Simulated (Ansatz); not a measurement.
# Au: pressure against volume per atom

All-electron LAPW DFT of a crystal on the k mesh given, cartesian forces, stress positive in compression, open shells may miss their lowest state, no spin. The results are calculated, by Ansatz 0.2 development.

Cell of the first row (space group Fm-3m, No. 225):
```
Au
1.0
      0.0000     1.9938     1.9938
      1.9938     0.0000     1.9938
      1.9938     1.9938     0.0000
Au
1
Direct
  0.00000 0.00000 0.00000
```

Settings of every row: k mesh 12x12x12; k shift 0x0x0; occupations Fermi-Dirac; smearing width 0.06 eV; functional PBEsol; relativity scalar; nucleus point; basis error target 0.25 meV/atom; hardware server CPU, model not recorded, shared host; command ansatz run INPUT --backend cpu --pin off --threads 1.

Limits: no spin-orbit coupling, which can matter with elements this heavy.

| row | volume per atom (Å³) | pressure (GPa) |
| --- | --- | --- |
| 1 | 15.852 | 15.16 |
| 2 | 16.369 | 7.52 |
| 3 | 16.886 | 1.31 |
| 4 | 17.403 | -3.7 |
| 5 | 17.919 | -7.73 |
| 6 | 18.436 | -10.97 |
| 7 | 18.953 | ? |

Question: what pressure should row 7 give?

Worked fit of pressure. Take u = (V_r/V)^(2/3) − 1 with V_r = 17.145 Å³ an atom, which is twice the finite (Eulerian) strain; such expansions in the strain, on which the Birch-Murnaghan equation of state is built, carry the rest volume and the bulk modulus. The shown rows have u = 0.05366, 0.03136, 0.0102, -0.00991, -0.02901, -0.04725. Least squares give pressure = −1.332 + 248.95 × u + 1016 × u² + 1350 × u³ GPa; a parabola predicts inner rows, each left out in turn, worse (root mean square 0.057 against 0.007 GPa). All shown rows lie on it to the printed digit. The pressure vanishes at u = 0.0052, or V = 17.01 Å³ an atom, and there the bulk modulus at fixed shape and fractions is B = −V dP/dV = (2/3)(1 + u) dP/du = 174 GPa. The withheld row has u = -0.06465, so the fit gives −1.332 + 248.95 × (-0.06465) + 1016 × (-0.06465)² + 1350 × (-0.06465)³ = -13.54 GPa.

The calculation gave -13.59 GPa. The fit lies 0.05 GPa (0.17 % of the column's range) above it; its largest miss of a shown row is 0.00 GPa. This row lies beyond the range of the fit.
